## Spin–spin couplings along an acetal torsion

Dimethoxymethane, CH₃–O–CH₂–O–CH₃, is the simplest open-chain acetal. Its heavy atoms, numbered along the chain, are C1, O2, C3, O4 and C5. The scan below turns the molecule about the C3–O2 bond. The dihedral φ is the angle O4–C3–O2–C1, so that O4 eclipses the methyl carbon C1 at 0° and lies anti to it at 180°. Nine angles are given, and the couplings at 270, 300 and 330° are to be predicted.

Spin–spin couplings of dimethoxymethane (SMILES COCOC) for ¹³C and ¹⁷O, computed with PySCF 2.14.0 and density fitting at B3LYP/pcJ-1, gas phase, non-relativistic, without the spin-dipole term. The dihedral runs through heavy atoms 4, 3, 2, 1 in SMILES order, the first to fourth atoms of the column heads; it is held and all else relaxed with GFN2-xTB.

| dihedral (°) | coupling first fourth atom (Hz) | coupling second fourth atom (Hz) | coupling first second atom (Hz) | coupling third fourth atom (Hz) | coupling second third atom (Hz) |
| --- | --- | --- | --- | --- | --- |
| 0 | -4.42 | -2.72 | 28.91 | 22.64 | 30.73 |
| 30 | -3.83 | -2.95 | 28.45 | 23.23 | 30.27 |
| 60 | -1.41 | -3.14 | 28.16 | 24.03 | 28.96 |
| 90 | 0.30 | -3.09 | 29.46 | 24.66 | 29.32 |
| 120 | 0.78 | -2.10 | 27.97 | 23.89 | 26.93 |
| 150 | 0.13 | -0.64 | 26.43 | 23.01 | 24.78 |
| 180 | -0.93 | 0.31 | 25.54 | 22.54 | 23.90 |
| 210 | -1.16 | -0.05 | 25.70 | 22.65 | 24.38 |
| 240 | -0.32 | -1.18 | 26.80 | 23.02 | 26.05 |
| 270 | ? | ? | ? | ? | ? |
| 300 | ? | ? | ? | ? | ? |
| 330 | ? | ? | ? | ? | ? |

The first to fourth atoms of the column heads are O4, C3, O2 and C1. The columns are therefore ³J(O4,C1) across the turned bond, ²J(C3,C1) through O2, and the one-bond couplings ¹J(O4,C3), ¹J(O2,C1) and ¹J(C3,O2), the superscript counting bonds. All are B3LYP values in Hz for ¹³C and ¹⁷O. The magnetogyric ratio of ¹⁷O is negative, so for every C–O pair the reduced coupling K, which measures the electronic response alone, has the sign opposite to J. Only ²J(C3,C1) can be read as it stands. All nine known rows are stable closed-shell states: the lowest eigenvalue of the triplet orbital Hessian stays well above zero, so the contact term is not inflated by an approaching triplet instability.

### Why a coupling follows a torsion

A nuclear magnetic moment polarises the electron spins that have density at the nucleus, which means the s part of the bonds and lone pairs. A second nucleus feels this Fermi-contact polarisation only if it is passed along the electrons in between. For O4 and C1 the path runs from the O4–C3 bond to the O2–C1 bond. These two bonds mix well when they are coplanar, syn or anti, and hardly at all when they are perpendicular. The contact term does carry the three-bond coupling at 60°, where it is −1.429 Hz against a total of −1.405 Hz. For the other rows this is assumed.

The mixing element between the two end bonds has a part that turns with the angle and a part that does not, β = β₀ + β₁ cos φ. The coupling is of second order in the mixing, so it contains β² = β₀² + 2β₀β₁ cos φ + β₁² cos²φ. With cos²φ = (1 + cos 2φ)/2 this is the Karplus form

J = A + B cos φ + C cos 2φ.

Here A, B and C are constants in Hz. The three-bond column has this shape. J is negative, hence K positive, near the two coplanar arrangements, and it rises through zero between them. A square alone cannot change sign, so the positive values of J need a further contribution of opposite sign, which the constant A absorbs and this simple picture does not explain. The syn value, −4.42 Hz, is much larger in size than the anti value, −0.93 Hz. It belongs to an eclipsed structure 4.9 kcal/mol above the 180° row, with the 30° row at 3.6 kcal/mol, so the largest couplings of the column are those of strained geometries and not of conformers. That the close approach of O4 and the methyl group adds a direct contribution there is a guess.

The shorter couplings may respond through the lone pairs of O2. Its p-type pair stands perpendicular to the C1–O2–C3 plane and donates into the antibonding orbital of C3–O4, which is the anomeric interaction. The overlap goes as sin φ and the effect as sin²φ, largest near ±90° and zero at both 0 and 180°. ¹J(O2,C1) has that pattern, with a peak at 90° and a difference of only 0.10 Hz between 0 and 180°. The two couplings to C3 do not: ¹J(O4,C3) is 3.37 Hz and ¹J(C3,O2) 6.83 Hz higher at 0° than at 180°. The numbers thus exclude p-type donation as their main cause. Two candidates distinguish syn from anti. The in-plane lone pair of O2, which has s character and so matters to a contact term, points away from C1 and lies anti to C3–O4 at φ = 0. The bond angles at C3 and O2 probably also open as O4 and the methyl group come together. Neither is isolated by these data. Over the nine rows ²J(C3,C1) runs against ¹J(C3,O2) with a correlation coefficient of −0.95, which suggests a shared origin at the C3–O2 bond without naming it.

### The second torsion breaks the mirror

If the rest of the molecule had a mirror plane through O4, C3 and O2, the structures at φ and 360° − φ would be mirror images with equal couplings, and the missing rows could be copied from 90, 60 and 30°. The known pairs refute this. ³J differs by 1.10 Hz between 120 and 240°, and the dipole moments of these two structures are 2.33 and 0.96 D.

The reason is the torsion C5–O4–C3–O2, which is free to relax and is evidently not anti. The dipole tells on which side C5 lies. Each oxygen carries an ether dipole, and turning one against the other gives μ² = a + b cos(φ − φ₀). A least-squares fit to the nine dipoles gives a mean of 3.04 D² and an amplitude of 2.66 D², with an rms residual of 0.07 D² and the minimum near 276°. An anti C5 would put the extremes at 0 and 180°. When the two torsions are gauche with the same sign, the methyl groups lie on opposite faces of the O–C–O plane and the out-of-plane dipole components cancel. With opposite signs the methyl groups share a face, the components add, and the groups crowd each other. The argument puts the open, same-sign region in the gap and the crowded one at 30 to 90°. The energies agree: the rows at 60, 90 and 120° form a plateau 1.0 to 1.2 kcal/mol above the 180° row with no gauche well, while the energy falls again from 210 to 240°. The position of the dipole minimum is an extrapolation, the handedness is inferred, and tenths of a kcal/mol mean little for B3LYP energies in a small coupling basis on tight-binding geometries.

The crowded side also holds the one irregular row. At 90° both couplings to C3 stand about 1.4 Hz above the mean of their values at 60 and 120°. The asymmetry of the electric field gradient at one hydrogen of C5 drops from 0.087 to 0.062 between 60 and 90°, and that at O4 steps from 0.82–0.86 in the rows up to 90° to 0.91–0.94 beyond. Both point to a readjustment at the O4 end in this range, which makes a shift of the second torsion the likely, though not proven, cause.

### The forecast

A chiral remainder permits terms that are odd in φ, and the lowest two are added:

J = A + B cos φ + C cos 2φ + D sin φ + E sin 2φ.

The five constants were fitted to the nine known rows of each column by unweighted least squares. Since 360° is the same structure as 0°, the gap from 240 to 360° is closed at both ends. The rms residuals are 0.04 to 0.10 Hz for ³J, ²J and ¹J(O2,C1), and about 0.3 Hz for the two couplings to C3, where row 90 is the worst. All exceed the 0.003 Hz that rounding of the table contributes, so they measure the model. Dropping the sine terms raises the residual in every column, for ³J from 0.10 to 0.42 Hz. The constants trade against one another over an incomplete circle and have no separate meaning.

For ³J the fit gives A = −1.31, B = −1.73, C = −1.39, D = 0.30 and E = −0.43 Hz. At 300°, a row outside the fit, cos φ = 1/2, cos 2φ = −1/2 and sin φ = sin 2φ = −√3/2, so

J = −1.31 − 0.87 + 0.70 − 0.26 + 0.37 = −1.37 Hz,

or −1.38 Hz with unrounded constants. The error bar is the 90 % prediction interval, a product of three factors. The scatter with four degrees of freedom is about 0.16 Hz, Student's factor is about 2.1, and the distance of 300° from the fitted angles inflates the result by about 2.2, which together give about 0.75 Hz. The interval assumes that the five-term form is right and that the residuals are random.

Because that assumption is doubtful, ranges were also judged by hand. In words: ³J is near zero, then falls steadily. ²J is negative, with a shallow minimum near 300°. ¹J(O4,C3) rises from its 240° value, with no spike like row 90. ¹J(O2,C1) is nearly flat and below its mirror rows. ¹J(C3,O2) rises.

| coupling / Hz | kind | 270° | 300° | 330° |
|---|---|---|---|---|
| ³J(O4,C1) | range | −0.8 to +0.5 | −2.2 to −0.6 | −3.9 to −2.5 |
| | fit | −0.23 ± 0.64 | −1.38 ± 0.75 | −3.29 ± 0.64 |
| ²J(C3,C1) | range | −2.9 to −1.9 | −3.5 to −2.6 | −3.3 to −2.5 |
| | fit | −2.47 ± 0.27 | −3.06 ± 0.31 | −2.95 ± 0.27 |
| ¹J(O4,C3) | range | 27.2–28.8 | 28.0–30.0 | 28.3–30.0 |
| | fit | 28.8 ± 1.9 | 29.8 ± 2.2 | 29.6 ± 1.9 |
| ¹J(O2,C1) | range | 22.6–23.6 | 22.5–23.5 | 22.2–23.1 |
| | fit | 23.29 ± 0.54 | 23.00 ± 0.64 | 22.57 ± 0.54 |
| ¹J(C3,O2) | range | 27.2–28.8 | 28.8–31.0 | 29.8–31.5 |
| | fit | 28.8 ± 2.0 | 30.6 ± 2.4 | 31.1 ± 2.0 |

For the two couplings to C3 the hand ranges are centred below the fit. The main risk is that the gap probably holds the same-sign gauche–gauche region while rows 30 to 90 probably hold the crowded one. The second torsion may readjust or jump, which no one-angle fit sees. The two ¹J to C3 are the least secure. Two other predictors were run on the same nine rows for comparison, the three-term cosine fit and a periodic cubic spline through the points.

### The computed values

The withheld rows as computed:

| dihedral (°) | coupling first fourth atom (Hz) | coupling second fourth atom (Hz) | coupling first second atom (Hz) | coupling third fourth atom (Hz) | coupling second third atom (Hz) |
| --- | --- | --- | --- | --- | --- |
| 270 | 0.32 | -2.05 | 27.91 | 23.35 | 27.58 |
| 300 | -0.38 | -2.41 | 28.45 | 23.22 | 28.57 |
| 330 | -2.28 | -2.52 | 28.70 | 22.83 | 29.72 |

Ten of the fifteen values fall inside the hand ranges and ten inside the 90 % bars, where thirteen or fourteen should. Four of the five verbal forecasts hold. The fifth is wrong: ²J has no minimum near 300° but falls without a turn from 180° through the gap to its lowest value at 60°.

The five values outside the ranges are these. ³J lies above the upper limits at 300 and 330°, by 0.22 Hz each (−0.38 against −0.6, −2.28 against −2.5). ²J at 300° is −2.41 Hz against a limit of −2.6. ¹J(C3,O2) lies below the lower limits at 300 and 330°, with 28.57 against 28.8 and 29.72 against 29.8. The hit for ²J at 330° is by 0.02 Hz and is no better than the narrow miss of ¹J(C3,O2) at the same angle. The fit's bars fail for ³J at 300 and 330°, by misses of 1.0 Hz, and for ²J at all three angles. The couplings to C3 had the largest rms misses, 1.10 and 1.56 Hz, as feared, but their bars were wide enough to hold them. The bars that broke belonged to two columns that had fitted well. Within each column the three misses share one sign, so the test has nearer five independent trials than fifteen.

### What the fit could not see

With the circle complete, each column splits exactly into an even part, the mean of J(φ) and J(360° − φ), and an odd part, half their difference. The known rows fixed the even part only at 0, 120, 150 and 180°. At 30, 60 and 90° a single value had to be shared between even and odd terms, and the fit made the division by trusting its cosines. Since the curve passes close to J(φ), any error in the even part appears about doubled at 360° − φ.

The worked row shows this. The even part of ³J at 60° is (−1.41 − 0.38)/2 = −0.90 Hz, and the cosine terms gave −1.31 − 0.87 + 0.70 = −1.48 Hz. Twice the shortfall of 0.58 Hz is shared between a residual of 0.18 Hz at 60° and the miss of 1.00 Hz at 300°. The deep minimum at the eclipsed structure is narrower than cos φ and cos 2φ can draw. A cos 3φ term is the natural next one, since C1 eclipses a substituent of C3 every 120° and the geometry relaxes with that period, and the derivation above assumed rigid bonds. With nine rows the sine terms absorbed the defect and left a small residual, which produced a narrow bar. The leave-one-out error, found by refitting without each row in turn, was 0.24 Hz and gave no warning either, because dropping an inner point opens a gap of only 60°.

The true odd part of ³J is simple. The differences J(φ) − J(360° − φ) for 30, 60, 90, 120 and 150° are −1.55, −1.03, −0.02, +1.10 and +1.29 Hz, close to a pure sin 2φ with almost no sin φ. A negative sin 2φ added to a negative cos 2φ is the same curve displaced towards positive angles, which is why the lowest tabulated value on the anti side lies at 210° and not at 180°. A plausible reading is that the lone pairs of O4, tilted by the gauche C5, displace the angle of best transmission. The numbers show the displacement and not its cause.

For ²J the differences all have one sign and peak at 90° with −1.04 Hz, a sin φ shape, whereas the fit had divided them between D = −0.30 and E = +0.21 Hz. The even part is a plateau at −2.7 to −2.8 Hz from 0 to 60° with a single peak at anti. The forecast minimum near 300° was an artefact of drawing a plateau with two cosines. The physical content is that the geminal coupling rises towards zero only when O4 approaches the position anti to C1, and is negative and slowly varying on the syn half of the circle.

Both couplings to C3 climb at every step from 180° to 360°, with no feature at 270°. This confirms on the open side that a sin²φ donation does not rule them, and it confines the irregularity to the crowded side. The fit overshot in the gap for two reasons that can be traced in the constants. The excess at 120 and 150° over the mirror rows was read as a sin 2φ term, which changes sign on the syn half and demanded an excess at 300 and 330°; for ¹J(O4,C3) the computed excess over the mirror rows is only 0.29 and 0.25 Hz, and for ¹J(C3,O2) it is a deficit. The high row at 90° also lifted the even part that 270° inherits. ¹J(O2,C1) is the clean success, with an rms miss of 0.20 Hz. It peaks at 270° as the sin²φ picture requires, but at 23.35 Hz against 24.66 Hz at 90°, so part of the higher peak belongs to the crowded arrangement and not to the torsion as such. The smooth run of all five columns through the gap gives no sign that the second torsion jumped there. Other outputs of the withheld rows support the same-sign gauche arrangement inferred for this region: the dipole falls to 0.47 D at 270° and 0.45 D at 300°, and the 300° row has the lowest energy of the scan, 2.7 kcal/mol below the 180° row.

### Which predictor, and how far to trust it

No method wins every column. The spline, which in the gap depends mostly on the neighbouring rows, is best for ²J (rms miss 0.05 Hz) and for the two couplings to C3 (0.15 and 0.52 Hz), which cross the gap without turning. It is worst for ³J (1.25 Hz against 0.88 for five terms), where a maximum lies inside the gap and only a model with cos 2φ knows to put it there. The cosine-only fit is best in no column, though it beats five terms for both couplings to C3, where the sine terms carried the peculiarities of the crowded side into the open one. A Fourier form is useful for the number and rough place of the extrema, and a small residual with five constants on nine points says little about a region whose mirror image is in a different steric situation.

The same reasoning predicts neighbouring scans. With C5 held anti the odd parts vanish by symmetry and half a circle suffices. With C5 on the other face the whole table is reflected, φ going to 360° − φ. Replacing O4 by a CH₂ group removes the good acceptor bond, so the sin²φ swing of ¹J(O2,C1) should shrink if donation is its cause, while a Karplus curve for the three-bond coupling remains, with J and K now of one sign.

The misses above compare a model with a calculation, and the calculation has errors of its own. The spin-dipole term is left out and the basis is small, so tenths of a hertz, and with them the angles at which ³J and ²J cross zero, are not secure. Each row is one rigid structure, whereas a measured coupling averages over vibrations and over both torsions. The ¹⁷O quadrupole coupling, about 12 MHz in size in the rows at 60 and 90°, usually relaxes the oxygen spin too fast for splittings of a few hertz to be seen. Of the five columns that leaves ²J(C3,C1), which needs ¹³C at both positions. The three-bond couplings from C1 to the two hydrogens of C3 are easier to measure and also follow the torsion: they are about 3 and 12 Hz at 60°, and about 9 and 8 Hz at 270°.
